## Which excitations of a phenyl aminosilane move charge?

In this molecule a phenyl ring carries an SiH₂ group, and the silicon carries an NH₂ group. Two likely sources of the electron that light excites are the π system of the ring and the lone pair on nitrogen. Anyone choosing a method for its spectrum has to know which excited state draws on which source, because approximate functionals do not treat the two kinds equally well. The questions below follow states 1, 2 and 5 closely and use the other two for comparison.

The five lowest vertical singlet excitations of the phenyl aminosilane C₆H₅SiH₂NH₂ in the gas phase, calculated with PySCF 2.14.0 using Tamm-Dancoff PBE0/def2-SVPD for one conformer optimised with GFN2-xTB. Density fitting was used, and the core orbitals were frozen in the response.

```csv
row,singlet energy (eV),singlet oscillator strength,singlet exciton size (Å),singlet orbital overlap lambda,singlet main from,singlet main to
1,5.440,0.003,2.830,0.670,HOMO-1,LUMO
2,5.720,0.013,4.010,0.680,HOMO,LUMO
3,6.200,0.027,3.780,0.610,HOMO,LUMO+1
4,6.260,0.066,3.910,0.610,HOMO-2,LUMO+1
5,6.620,0.013,3.160,0.520,HOMO-3,LUMO
```

An excitation leaves a hole where the electron came from. The exciton size is the root-mean-square distance between that hole and the excited electron. The orbital overlap lambda runs from 0 to 1 and averages how far the orbitals of each contributing pair occupy the same space. The last two columns name only the leading pair of orbitals, and the oscillator strength measures how strongly a state absorbs.

### 1. Is the lowest state also the brightest?

No. State 4 is the brightest of the five, with an oscillator strength about twenty times that of state 1. Oscillator strength is proportional to the excitation energy times the square of the transition dipole. The energy of state 4 is only 15% higher, so nearly all of the difference lies in the transition dipole.

State 1 is weak for a reason known from benzene. It combines several excitations within the ring, and the transition dipoles of the leading ones nearly cancel. In benzene itself symmetry makes the cancellation complete. Here the substituent breaks the symmetry and lets a little intensity through. This reading is carried over from benzene; the small oscillator strength of 0.003 agrees with it but does not prove it.

Aminosilanes serve as precursors for silicon-containing films in device manufacture. For this one the calculation puts the first absorption near 228 nm, in the ultraviolet. That bears on photochemistry under a lamp, not on the thermal and surface reactions by which a film grows.

### 2. Why is the exciton of state 2 so much larger than that of state 1?

The hole and the electron sit in different places. In state 1 both lie on the ring, and their centres are only 0.13 Å apart. In state 2 the hole has 57% of its weight on nitrogen while the electron is mainly on the ring, and the centres are 2.60 Å apart. State 1 is a local excitation, and state 2 is a charge transfer from nitrogen to the ring.

A simple estimate shows how much of the size this shift explains. The mean square distance between hole and electron is the square of the distance between their centres, plus a part that comes from the breadth of the two clouds. Take that second part from state 1 and change only the distance between the centres. With $L$ for the exciton size and $d$ for the distance between centres,

$$L_2 \approx \sqrt{L_1^2 - d_1^2 + d_2^2} = \sqrt{2.83^2 - 0.13^2 + 2.60^2}\ \text{Å} = 3.84\ \text{Å}.$$

The table has 4.01 Å, so the estimate is 4% low. Nothing was fitted: state 1 supplied the breadth, and state 2 entered only through the distance between its centres. Most of the growth is thus plain displacement of charge. The rest arises mainly because the electron of state 2 is more spread out than that of state 1, with 13% of it on silicon.

### 3. How much does the dipole moment change?

Moving one full electron charge over 2.60 Å changes the dipole moment by about 12.5 D. That figure treats all the other electrons as frozen. In the molecule they shift to screen the new charges, and once this response is included the change falls to 8.6 D. Relaxation therefore removes about 31% of the first value.

The relaxed value is the one to use when judging how state 2 will respond to an electric field or a polar surrounding. It is still large beside the 0.98 D of the ground state. In state 1 the dipole moment changes by only about 0.4 D, as befits an excitation that stays on the ring.

### 4. Why does the label HOMO not reveal the charge transfer?

The HOMO is not a nitrogen lone pair. It has only 23% of its weight on nitrogen, and HOMO-2 has 38%. The lone pair and the ring orbitals are close in energy, so they mix, and the lone pair ends up divided between these two orbitals.

State 2 puts it together again. Excitations from HOMO and from HOMO-2 contribute almost equally, and both lead to the LUMO. The electron therefore leaves behind a single hole that is a superposition of the two orbitals. Their amplitudes reinforce each other on nitrogen and partly cancel on the ring, which is how the hole reaches 57% on nitrogen, more than either orbital has alone.

State 3 carries the same label for its starting orbital but combines its excitations differently. Only 28% of its hole is on nitrogen, and its centres are half as far apart as in state 2. Labels of this kind can become unreliable when a donor level lies close to the ring levels and mixes with them. The remedy is to look at the hole and electron of the whole state, not at its leading pair.

### 5. Should the overlap lambda not have given a warning?

A low lambda can be a sign of charge transfer. Here that sign fails: state 2 has a lambda of 0.68, the highest of the five, and state 1 has 0.67. The difference of 0.01 means nothing. What matters is that lambda does not fall at all when the distance between the centres grows twentyfold.

The cause is the one met in the previous question. Lambda examines each orbital pair separately and then averages. HOMO and HOMO-2 both extend over the ring, where the LUMO lies, so each pair overlaps well. The cancellation on the ring appears only when the two pairs are added with their signs, and lambda ignores signs.

A high lambda is thus no proof that a state is local when several delocalised orbitals contribute. The distance between the centres of hole and electron is the better first test here, because it is computed from the complete state. It has a blind spot of its own: in a symmetric molecule, opposite shifts of charge can cancel.

### 6. Does a large exciton always mean a long charge transfer?

State 3 shows that it does not. It has an exciton size of 3.78 Å, close to that of state 2, although its centres are only 1.30 Å apart. The estimate of question 2 gives just 3.11 Å for it, and it falls short by a similar amount for state 4. In both states the hole is divided between nitrogen and ring, so it is broad, whereas the estimate assumes the compact hole of state 1. These states are mixtures of local excitation and charge transfer.

State 5 is a different case. Its electron is the most widely spread of all, and if hole and electron moved independently the exciton size would be 3.85 Å. The computed value is only 3.16 Å. The two positions are correlated: when the hole is towards one end of the molecule, the electron tends to be there too. A broad electron cloud can therefore belong to a fairly compact exciton.

The nitrogen share of the hole is not a safe measure by itself either. States 3 and 5 both have 28% of the hole on nitrogen. Scaling the distance of state 2 by this share predicts 1.28 Å for each, which suits state 3 but is far too long for state 5, where the centres are 0.35 Å apart. (For state 4 the same rule is about 0.2 Å short.) About half of state 5 leads from HOMO-3, whose largest weights are on silicon and the ring carbon bonded to it, to the LUMO. Another large part leads to LUMO+2, which lies mostly on silicon and the NH₂ group. The centre of the electron therefore stays close to that of the hole, and little net charge moves. One has to know where the electron arrives as well as where it started.

### 7. What would change with more exact exchange, or with oxygen in place of nitrogen?

Both changes should raise state 2 by more than state 1. The energy of a charge-transfer state is the cost of removing an electron from the donor, less the energy gained by placing it on the acceptor, less the attraction between the two charges. A functional with a small share of exact exchange usually underestimates the gap between donor and acceptor levels by more than it underestimates the attraction. The state then comes out too low. PBE0 has this tendency, and state 2 is the most exposed to it.

Oxygen would act through the first term, since it holds its lone pair more tightly than nitrogen does. The ring excitation of state 1 barely involves the lone pair, so oxygen should change it little. More exact exchange would raise it too, but by less than state 2. These are arguments from theory, not results of the table.

The next state above state 2 is 0.48 eV away. States 3 and 4 contain some charge transfer and should rise too. If state 2 nevertheless caught up with them, the characters could mix anew. A second calculation with a range-separated functional is the sensible check before charge transfer is assigned to a particular band.

### 8. Which digits can be trusted?

The energies are given to 0.01 eV (the third decimal in the table is only a padded zero), but errors of a few tenths of an eV must be expected at this level of theory. The gap of 0.06 eV between states 3 and 4 is well inside that range, so their order is open. The gap of 0.28 eV between states 1 and 2 is also of the size of such errors. If the usual bias of PBE0 applies, however, correcting it would widen this gap and keep the order.

Intensities need the same care. When two states lie so close, a slight change of method or geometry mixes them and moves oscillator strength from one to the other, while their sum stays nearly constant. For states 3 and 4 the sum is 0.027 + 0.066 = 0.093, and this is a better number to compare with a spectrum than either part. Its absolute size remains uncertain, because the Tamm-Dancoff approximation does not preserve the sum rule for oscillator strengths.

The contrast between states 1 and 2 is much clearer, because distances of 0.13 Å and 2.60 Å differ by far more than any rounding. It still belongs to one functional and to one conformer in the gas phase. Turning the NH₂ group changes how the lone pair meets the ring, and the effect on these states has not been tested. For work on a real sample, repeat the hole and electron analysis for the other low-energy conformers.
